**Sources of the drift of binding/Z² in the muonic 3d3/2 level, C to Ar**

The table holds the binding energy, finite-size shift, vacuum polarisation and mean radius of the 3d3/2 level of a muon around a bare nucleus, from the radial Dirac equation with reduced mass and the Uehling potential. The program compares the binding with the point-nucleus Dirac formula times the reduced mass plus the two correction columns, with no fitted parameter, and repeats the comparison with A replaced by 2Z. The 0.885% logarithmic rise of binding/Z² splits into 0.658 from reduced mass, 0.128 from relativity and 0.106 from vacuum polarisation, with a remainder of -0.007 from the rounding of the table, while nuclear size contributes parts in 10⁸ with the opposite sign; the worst misfit is 1.4 times the rounding. A first-order Uehling average over a hydrogenic 3d density reproduces the vacuum polarisation column to 0.2–0.9%, whereas the column departs from a single power law by up to 8.5% of the fitted value because the local exponent falls from 4.07 to 3.24. The ingredients of the model are built into the solver, so the agreement identifies the sources of the trend and does not test the physics.

Calculated values. Radial Dirac-Fock and Kohn-Sham solver 3: 3d3/2 level of a negative muon around a spherical nucleus, taken as a uniformly charged sphere. Dirac equation with reduced mass and the Uehling potential to all orders; no electron screening, self-energy, nuclear polarisation or deformation. Binding is positive, and the two correction columns are changes of it.

## Program and output

```python
# Table: muonic 3d3/2 level, C to Ar; radial Dirac solver, reduced mass, Uehling potential, finite nucleus.
# Tested: source of the drift of binding/Z^2 (nuclear size, relativity, reduced mass, vacuum polarisation)
# and a first-order Uehling average over a hydrogenic 3d density.
T = {
    'ion': ['C', 'N', 'O', 'F', 'Ne', 'Mg', 'Al', 'Si', 'P', 'S', 'Cl', 'Ar'],
    'Z': [6, 7, 8, 9, 10, 12, 13, 14, 15, 16, 17, 18],
    'mass_number': [12, 14, 16, 19, 20, 24, 27, 28, 31, 32, 35, 40],
    'nuclear_rms_radius': [2.47, 2.558, 2.699, 2.898, 3.006, 3.057, 3.061, 3.122, 3.189, 3.261, 3.365, 3.427],  # fm
    'level_binding_3d32': [11.152, 15.201, 19.877, 25.19, 31.113, 44.862, 52.688, 61.128, 70.215, 79.916, 90.267, 101.26],  # keV
    'level_finite_size_shift_3d32': [0.0, 0.0, 0.0, 0.0, 0.0, 0.0, 0.0, 0.0, -1e-06, -1e-06, -2e-06, -4e-06],  # keV
    'level_vacuum_polarisation_3d32': [0.002378, 0.004454, 0.007518, 0.011766, 0.017345, 0.033237, 0.043866, 0.056429, 0.071131, 0.088026, 0.10732, 0.12912],  # keV
    'level_mean_radius_3d32': [451.9, 386.7, 338.0, 300.0, 269.9, 224.6, 207.1, 192.3, 179.3, 168.0, 158.1, 149.2],  # fm
}
import numpy as np
from scipy.constants import physical_constants as pc, alpha as al, pi
from scipy.integrate import quad
g = lambda k: np.array(T[k], float)
ion, Z, A, R = T['ion'], g('Z'), g('mass_number'), g('nuclear_rms_radius')
B, FS = g('level_binding_3d32'), g('level_finite_size_shift_3d32')
VP, r = g('level_vacuum_polarisation_3d32'), g('level_mean_radius_3d32')
m = pc['muon mass energy equivalent in MeV'][0]*1e3
me = pc['electron mass energy equivalent in MeV'][0]*1e3
u = pc['atomic mass constant energy equivalent in MeV'][0]*1e3
hc = pc['reduced Planck constant times c in MeV fm'][0]*1e3
lam = hc/me
red = lambda a: m/(1 + m/(a*u - Z*me))
dirac = lambda k: 1 - 1/np.sqrt(1 + (Z*al/(3 - k + np.sqrt(k*k - (Z*al)**2)))**2)
mu = red(A); rel = dirac(2)/((Z*al)**2/18); y = B/Z**2
rnd = np.where(B < 100, 5e-4, 5e-3)/B*1e6
res = (B/(mu*dirac(2) + VP + FS) - 1)*1e6
res2 = (B/(red(2*Z)*dirac(2) + VP + FS) - 1)*1e6
step = np.diff(np.log(y))/np.diff(Z)*1e6
print("Model: Dirac x reduced mass + VP column; table/model-1 and rounding in ppm")
print("ion N-Z B/Z^2[keV] step/Z[ppm] 1-mu/m[%] relat[%] VP[%] misfit misfit(A=2Z) rounding")
for i, s in enumerate(ion):
    st = "     -" if i == 0 else f"{step[i-1]:6.0f}"
    print(f"{s:2s} {A[i]-2*Z[i]:2.0f} {y[i]:.5f} {st} {100*(1-mu[i]/m):.3f} {100*(rel[i]-1):.3f} "
          f"{100*VP[i]/B[i]:.4f} {res[i]:5.0f} {res2[i]:5.0f} {rnd[i]:4.0f}")
w = np.argmax(abs(res)/rnd)
print(f"worst misfit against rounding: {ion[w]} {res[w]:.0f} ppm = {abs(res[w])/rnd[w]:.1f} x rounding; "
      f"0.1% error in M moves B by {1e3*(1-mu[-1]/m):.0f}-{1e3*(1-mu[0]/m):.0f} ppm")
d = lambda x: 100*np.log(x[-1]/x[0])
tot, p = d(y), [d(mu), d(rel), d(B/(B - VP)), d(B/(B - FS))]
print(f"log drift C->Ar of B/Z^2 {tot:.3f}%: reduced mass {p[0]:.3f}, relativity {p[1]:.3f}, VP {p[2]:.3f}")
print(f"  size {p[3]:.1e}, remainder {tot-sum(p):.3f}; shares {100*p[0]/tot:.0f}, {100*p[1]/tot:.0f}, {100*p[2]/tot:.0f}%")
print(f"size: corr(B/Z^2,R) {np.corrcoef(y, R)[0,1]:.3f}; Ar shift/B {FS[-1]/B[-1]:.0e}; "
      f"R/<r> {R[0]/r[0]:.4f} (C), {R[-1]/r[-1]:.4f} (Ar)")
for name, x, th in (("R[fm]", R, "size column: negative"), ("Z^2", Z**2, f"theory {al**2/12:.2e}"),
                    ("1/A", 1/A, f"theory {-m/u:.4f}")):
    c = np.polyfit(x, np.log(y), 1); e = (np.log(y) - np.polyval(c, x))*1e6; k = np.argmax(abs(e))
    print(f"line ln(B/Z^2) vs {name}: slope {c[0]:.3e} ({th}), rms {e.std():.0f} ppm, worst {ion[k]} {e[k]:.0f}")
# 3d3/2 and 3d5/2 bindings [keV], further outputs of the same runs
for s, b3, b5 in (("C", 11.1517, 11.1505), ("Ne", 31.1128, 31.1036), ("Ar", 101.264, 101.166)):
    i = ion.index(s); sp = b3 - b5
    print(f"3d splitting {s}: {sp:.4f} keV, Dirac {mu[i]*(dirac(2)-dirac(3))[i]:.4f}; 1.5x splitting/B {150*sp/b3:.3f}%")
a = hc/(mu*Z*al)
I = lambda x: quad(lambda t: (1 + .5/t**2)*np.sqrt(t*t - 1)/t**2*(1 + x*t)**-6, 1, np.inf)[0]
vp1 = mu*(Z*al)**2/18*4*al/(3*pi)*np.array([I(3*x/lam) for x in a])
c = np.polyfit(np.log(Z), np.log(VP), 1); pw = 100*(VP/np.exp(np.polyval(c, np.log(Z))) - 1)
ex = np.diff(np.log(VP))/np.diff(np.log(Z))
gam = np.sqrt(4 - (Z*al)**2); N = np.sqrt(5 + 2*gam)
rD = a/2*((3*N**2 - 4)*(gam + 1)/N - 2)
print(f"VP: electron Compton length {lam:.1f} fm; Ar/C ratio VP {VP[-1]/VP[0]:.1f}, Z^2 {(Z[-1]/Z[0])**2:.1f}, "
      f"share {VP[-1]/B[-1]*B[0]/VP[0]:.1f}; power-law exponent {c[0]:.2f}")
print("ion <r>/lambda local exponent, misfit[%]: Uehling 1st order, power law, <r> vs Dirac (rounding)")
for i, s in enumerate(ion):
    st = "   -" if i == 0 else f"{ex[i-1]:.2f}"
    print(f"{s:2s} {r[i]/lam:.3f} {st} {100*(VP[i]/vp1[i]-1):6.2f} {pw[i]:6.1f} "
          f"{100*(r[i]/rD[i]-1):7.3f} ({5/r[i]:.3f})")
print(f"Z<r>: {Z[0]*r[0]:.0f} fm (C), {Z[-1]*r[-1]:.0f} fm (Ar), log change {d(Z*r):.2f}%, reduced mass part {-p[0]:.2f}%")
assert np.all(FS <= 0) and np.all(abs(FS)/B < 1e-6)
assert p[0] > p[1] + p[2] and np.all(abs(res) < 4*rnd)
assert np.all((ex > 2) & (ex < 8)) and ex[0] > ex[-1]
assert np.all(abs(VP/vp1 - 1) < 0.03)
```

Printed output:

```
Model: Dirac x reduced mass + VP column; table/model-1 and rounding in ppm
ion N-Z B/Z^2[keV] step/Z[ppm] 1-mu/m[%] relat[%] VP[%] misfit misfit(A=2Z) rounding
C   0 0.30978      - 0.937 0.016 0.0213    30    30   45
N   0 0.31022   1441 0.804 0.022 0.0293    -5    -5   33
O   0 0.31058   1139 0.704 0.028 0.0378   -23   -23   25
F   1 0.31099   1318 0.594 0.036 0.0467    18   347   20
Ne  0 0.31113    458 0.564 0.044 0.0557     4     4   16
Mg  0 0.31154    661 0.471 0.064 0.0741     6     6   11
Al  1 0.31176    711 0.418 0.075 0.0833    -8   153    9
Si  0 0.31188    366 0.404 0.087 0.0923    -2    -2    8
P   1 0.31207    606 0.365 0.100 0.1013    -5   116    7
S   0 0.31217    337 0.353 0.114 0.1101    -9    -9    6
Cl  1 0.31234    547 0.323 0.129 0.1189     1    96    6
Ar  4 0.31253    603 0.283 0.144 0.1275   -43   271   49
worst misfit against rounding: S -9 ppm = 1.4 x rounding; 0.1% error in M moves B by 3-9 ppm
log drift C->Ar of B/Z^2 0.885%: reduced mass 0.658, relativity 0.128, VP 0.106
  size -4.0e-06, remainder -0.007; shares 74, 14, 12%
size: corr(B/Z^2,R) 0.988; Ar shift/B -4e-08; R/<r> 0.0055 (C), 0.0230 (Ar)
line ln(B/Z^2) vs R[fm]: slope 9.185e-03 (size column: negative), rms 419 ppm, worst Ne -884
line ln(B/Z^2) vs Z^2: slope 2.750e-05 (theory 4.44e-06), rms 831 ppm, worst C -1832
line ln(B/Z^2) vs 1/A: slope -1.528e-01 (theory -0.1134), rms 265 ppm, worst C 443
3d splitting C: 0.0012 keV, Dirac 0.0012; 1.5x splitting/B 0.016%
3d splitting Ne: 0.0092 keV, Dirac 0.0092; 1.5x splitting/B 0.044%
3d splitting Ar: 0.0980 keV, Dirac 0.0971; 1.5x splitting/B 0.145%
VP: electron Compton length 386.2 fm; Ar/C ratio VP 54.3, Z^2 9.0, share 6.0; power-law exponent 3.61
ion <r>/lambda local exponent, misfit[%]: Uehling 1st order, power law, <r> vs Dirac (rounding)
C  1.170    -   0.22   -8.5  -0.021 (0.011)
N  1.001 4.07   0.25   -1.7  -0.044 (0.013)
O  0.875 3.92   0.31    2.4  -0.040 (0.015)
F  0.777 3.80   0.36    4.8  -0.065 (0.017)
Ne 0.699 3.68   0.41    5.6  -0.059 (0.019)
Mg 0.582 3.57   0.52    4.7  -0.074 (0.022)
Al 0.536 3.47   0.59    3.5  -0.112 (0.024)
Si 0.498 3.40   0.65    1.9  -0.082 (0.026)
P  0.464 3.36   0.71    0.1  -0.123 (0.028)
S  0.435 3.30   0.79   -1.9  -0.145 (0.030)
Cl 0.409 3.27   0.86   -3.9  -0.103 (0.032)
Ar 0.386 3.24   0.93   -5.9  -0.116 (0.034)
Z<r>: 2711 fm (C), 2686 fm (Ar), log change -0.96%, reduced mass part -0.66%
```
